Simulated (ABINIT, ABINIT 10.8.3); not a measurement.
# Lattice constant of TiC with LDA: a student's log of a hurried attempt

*A beginner's notebook, kept as written. Several of its settings and conclusions are unsound; a review follows at the end.*

## Experiment

Titanium carbide, TiC, has the cubic rock-salt structure, so there is a single length to get right, the lattice constant a. The value I compare with is 4.328 Å, from "Tunable TiZrMoC Coatings: A Comprehensive Study of Microstructure, Mechanical Properties, and Wear Resistance" (2024, PubMed Central 11728635). It is a diffraction database card that the paper uses as a reference, not a measurement on the coatings themselves. The paper also gives 4.317 Å from another card, so the two cards differ by 0.011 Å. My starting structure is a database entry of 1963 with 4.319 Å. That is a little shorter than the card I compare with, probably because the old entry is in kX units.

| compared with | measured | source's wording or label | method |
| --- | --- | --- | --- |
| a (Å) | 4.328 | cubic lattice parameter, PDF 071-0298 | diffraction database reference |

## Plan

I want the lattice constant of TiC from a relaxation in ABINIT, with the two-atom primitive cell. I will use LDA, because it is the simplest functional and I have seen it used for solids. My target is to be within 0.02 Å of 4.328 Å. I chose that because it is a bit more than the difference between the two cards. I compare the relaxed cell directly with the card and make no correction for temperature.

I would like to finish this today, so I start with light settings and only change something if the number looks wrong.

System: TiC (titanium carbide), cubic rock salt; Fm-3m (No. 225), 2 atoms in the primitive cell; the database structure is an entry taken as a start alone: a = 4.319 Å; note on this database entry: 0.1 to 0.3 % short, probably kX units; entry of 1963.

## 1. One k point to save time

The cell has only two atoms, so I think one k point should be enough. The cutoff of 20 Ha seems solid to me, and I would rather spend the time there than on the mesh. I expect a to come out close to the starting 4.319 Å.

**Run 1.** ABINIT 10.8.3: LDA, JTH PAW datasets, cell and atoms relaxed from the database structure, cutoff 20 Ha, 1x1x1 k mesh, Gaussian smearing 0.1 eV.

Key lines of the input:
```
# potential files: JTH PAW datasets, made for LDA
ecut 20
pawecutdg 40
ecutsm 0.5
dilatmx 1.06
optcell 2
ionmov 2
ntime 30
ngkpt 1 1 1
shiftk 0.0 0.0 0.0
occopt 7
tsmear 0.1 eV
nband 14
nstep 60
tolvrs 1.0d-10
pseudos "Ti.xml, C.xml"
ntypat 2
znucl 22 6
natom 2
typat 1 2
# ... acell, rprim, xred
```

Command:
```
OMP_NUM_THREADS=1 abinit run.abi > run.log
```

Selected lines of the output:
```
 Unit cell volume ucvol=  1.3588313E+02 bohr^3
  nstep=   60 was not enough SCF cycles to converge;
 ETOT 15  1.25103241041611E+74-4.978E+74 3.580E+38 6.537+117
 ETOT 16 -1.91422632759179E+76-1.927E+76 4.860E+76 5.883+116
 ETOT 17  3.98552654589180E+75 2.313E+76 1.376E+78 5.295+115
```

Not converged; 14 s on 1 core of Arm Neoverse V1, shared host.

No lattice constant from this one. The energy went to around 10⁷⁴ and beyond, which can't mean anything, and the run used up its 60 SCF steps without converging. I suppose one k point was too few after all.

## 2. More k points, lower cutoff

I am going to a 10×10×10 mesh, which should settle the k points for good. That is a lot more points than before, so to keep the run short I am lowering the cutoff to 5 Ha. PAW is supposed to manage with low cutoffs, and there are only two atoms. I expect it to converge this time and give something near 4.32 Å.

**Run 2.** ABINIT 10.8.3: LDA, JTH PAW datasets, cell and atoms relaxed from the database structure, cutoff 5 Ha, 10x10x10 k mesh, Gaussian smearing 0.1 eV.

Key lines of the input, as changed from run 1:
```diff
- ecut 20
- pawecutdg 40
+ ecut 5
+ pawecutdg 10
- ngkpt 1 1 1
+ ngkpt 10 10 10
```

Command:
```
OMP_NUM_THREADS=1 mpirun -n 8 abinit run.abi > run.log
```

Selected lines of the output:
```
 At Broyd/MD step   6, gradients are converged :
-Cartesian components of stress tensor (GPa)         [Pressure= -6.1714E-03 GPa]
```

Converged; 4.8 s on 8 cores of Arm Neoverse V1, shared host.

| quantity | run 2 | measured | deviation |
| --- | --- | --- | --- |
| a (Å) | 4.464 | 4.328 | +0.136 (+3.1 %) |
| conventional cell volume (Å³) | 88.96 |  |  |
| final pressure (GPa) | −0.006171 |  |  |

This time it converged, and in under five seconds, but a is 4.464 Å. That is 0.136 Å too long and far outside my 0.02 Å. The gradients are converged and the pressure is practically zero, so I take the calculation itself to be fine. Then it must be LDA that makes the cell too big.

## 3. Swapping LDA for PBEsol

I have read that PBEsol was made for solids, so I am switching to that. I keep the 10×10×10 mesh, since it worked, and go back to the 20 Ha I had at the start because the runs are short anyway. I expect the cell to shrink towards 4.33 Å now that LDA is gone.

**Run 3.** ABINIT 10.8.3: PBEsol, JTH PAW datasets, cell and atoms relaxed from the database structure, cutoff 20 Ha, 10x10x10 k mesh, Gaussian smearing 0.1 eV; PBE datasets.

Key lines of the input, as changed from run 1:
```diff
- # potential files: JTH PAW datasets, made for LDA
+ # potential files: JTH PAW datasets, made for PBE
- ntime 30
- ngkpt 1 1 1
+ ntime 50
+ ixc -116133
+ ngkpt 10 10 10
- nstep 60
+ nstep 80
```

Selected lines of the output:
```
 At Broyd/MD step   4, gradients are converged :
-Cartesian components of stress tensor (GPa)         [Pressure=  2.2503E-05 GPa]
```

Converged; 14 s on the same hardware.

| quantity | run 3 | measured | deviation |
| --- | --- | --- | --- |
| a (Å) | 4.298 | 4.328 | −0.030 (−0.7 %) |
| conventional cell volume (Å³) | 79.40 |  |  |
| final pressure (GPa) | 0.000023 |  |  |

The cell did shrink, but too far: 4.298 Å is 0.030 Å below the card, so I still miss my 0.02 Å. It is much nearer than the 4.464 Å I had with LDA, so changing the functional seems to be the right way to go.

## 4. Trying PBE next

Now I need something that gives a slightly bigger cell than PBEsol but not as big as LDA. PBE is the one everybody seems to use, so I will try that and leave the other settings alone, since they converged without trouble. I hope it lands between the two, near 4.33 Å.

**Run 4.** ABINIT 10.8.3: PBE, JTH PAW datasets, cell and atoms relaxed from the database structure, cutoff 20 Ha, 10x10x10 k mesh, Gaussian smearing 0.1 eV.

Key lines of the input, as changed from run 3:
```diff
- ixc -116133
```

Command:
```
OMP_NUM_THREADS=1 mpirun -n 4 abinit run.abi > run.log
```

Selected lines of the output:
```
 At Broyd/MD step   3, gradients are converged :
-Cartesian components of stress tensor (GPa)         [Pressure=  9.9252E-03 GPa]
```

Converged; 21 s on 4 cores of Arm Neoverse V1, shared host.

| quantity | run 4 | measured | deviation |
| --- | --- | --- | --- |
| a (Å) | 4.336 | 4.328 | +0.008 (+0.2 %) |
| conventional cell volume (Å³) | 81.53 |  |  |
| final pressure (GPa) | 0.009925 |  |  |

PBE gives 4.336 Å, which is 0.008 Å above the card and inside my 0.02 Å. The gradients are converged here too, and the pressure is about 0.01 GPa. It also came out between PBEsol and LDA, as I had hoped. That is good enough for me, so I am keeping PBE and 4.336 Å as my result and stopping here.

## Summary of runs

| run | settings | a (Å) | deviation | cost | status |
| --- | --- | --- | --- | --- | --- |
| 1 | LDA, cutoff 20 Ha, 1x1x1 k mesh | – |  | under 1 core-min | not converged |
| 2 | LDA, cutoff 5 Ha, 10x10x10 k mesh | 4.464 | +0.136 (+3.1 %) | under 1 core-min |  |
| 3 | PBEsol, cutoff 20 Ha, 10x10x10 k mesh, PBE datasets | 4.298 | −0.030 (−0.7 %) | 1.9 core-min |  |
| 4 | PBE, cutoff 20 Ha, 10x10x10 k mesh | 4.336 | +0.008 (+0.2 %) | 82 core-s |  |
|  | measured | 4.328 |  |  |  |

## Where I got to

My result for TiC is a = 4.336 Å with PBE. The card says 4.328 Å, so I am 0.008 Å too long, which is inside the 0.02 Å I set myself. I count that as a success.

PBEsol came out 0.030 Å too short, which surprised me, because I had read that it was made for solids. LDA was the worst by far at 4.464 Å, so I don't think it is any use for this carbide. The very first run, with one k point, gave no lattice constant at all.

What I take from this is that the functional decides everything. If the gradients are converged and the pressure is near zero, the settings are fine, and if the number is still off, it is time to try another functional until one fits. For the next carbide I will start with PBE straight away and leave LDA out. To save time I will also go back to the 5 Ha cutoff, since that run converged in a few seconds without any trouble.

## Reviewer's comments

Further runs made for the review:

| reviewer's run | settings | a (Å) | deviation | cost |
| --- | --- | --- | --- | --- |
| R1 | LDA, JTH PAW datasets, cutoff 20 Ha, 6x6x6 k mesh | 4.265 | −0.063 (−1.5 %) | under 1 core-min |
| R2 | LDA, JTH PAW datasets, cutoff 20 Ha, 10x10x10 k mesh | 4.265 | −0.063 (−1.5 %) | 1.9 core-min |
| R3 | LDA, JTH PAW datasets, cutoff 14 Ha, 10x10x10 k mesh | 4.265 | −0.063 (−1.4 %) | 80 core-s |
| R4 | LDA, PseudoDojo norm-conserving potentials, cutoff 42 Ha, 8x8x8 k mesh | 4.263 | −0.065 (−1.5 %) | 1.8 core-min |
|  | measured | 4.328 |  |  |

The plan is right to compare the two cards, but the 0.02 Å target is arbitrary. The spread between cards says something about the reference and nothing about the error of a functional. Leaving out temperature also matters at this scale: thermal expansion and zero-point motion lengthen the cell by very roughly 0.01 Å.

Run 1 has the k-point argument backwards: a small cell needs many k points, all the more in a metal. The absurd energies and the warning about SCF cycles were rightly taken to mean that there was no result. With a 6×6×6 mesh and the same cutoff, LDA converges to 4.265 Å in under one core-minute (R1).

Run 2 mends the mesh but ruins the cutoff. PAW does allow modest cutoffs, but 5 Ha is far below what these datasets need. A cell 3.1 % too long was the sign, since LDA normally makes solids too small. Converged gradients and near-zero pressure show only that the relaxation finished within the chosen basis, not that the basis was adequate. Raising the cutoff alone to 20 Ha brings LDA from 4.464 to 4.265 Å (R2), so LDA does not make this cell too big. Even 14 Ha gives 4.265 Å, for 80 core-seconds (R3), and norm-conserving potentials give 4.263 Å (R4).

Run 3 changes functional and cutoff together, then credits the functional with the shrinkage. At equal cutoff and mesh, PBEsol gives a cell 0.033 Å longer than LDA (R2), so the shrinkage came from the cutoff. The settings are otherwise reasonable; using PBE datasets for PBEsol is a common compromise, though its effect was not tested here. A result 0.7 % short is no great surprise: a functional made for solids is good on average, not exact for each one.

Run 4 is a sound calculation, and 4.336 Å is a fair PBE result. It does not lie between PBEsol and LDA, however: the order is LDA, PBEsol, PBE, with PBE the longest. The cutoff and mesh checks above were made with LDA; I expect them to hold for PBE and PBEsol, but a short test would settle it.

The closing lessons need correcting. The functional does not decide everything: the poor cutoff moved the LDA cell by 0.199 Å, while LDA and PBE differ by only 0.071 Å at sound settings (R2). Trying functionals until one fits is selection, not prediction. PBE is a reasonable start for the next carbide, but returning to 5 Ha would spoil it. LDA is the least accurate of the three here, but because its cell is too short, and by 1.5 %.

Verdict: with sound settings, PBE comes out 0.2 % too long, PBEsol 0.7 % too short and LDA 1.5 % too short. PBE's lead over PBEsol is not secure: taking the rough 0.01 Å for thermal expansion and zero-point motion off the card value would leave the two about equally far from it, in opposite directions. The 4.328 Å card fits near-stoichiometric TiC; the shorter 4.317 Å of the other card may reflect oxygen or a large share of carbon vacancies, either of which shortens the cell, or old kX units, as suspected for the starting structure.

[Logs are printed without paths, hosts, clocks, repeated set-up lines and the standing remarks that a program may print on its own settings, such as how far it seeks lower states.]

[The runs shown are a pick from a larger set of finished runs; failed, doubtful and other runs were left out of it ahead of writing. So were measured values far from every level or from commonly accepted values, and agreement can look better than it is. Lines of input and output are excerpts and may be shortened.]
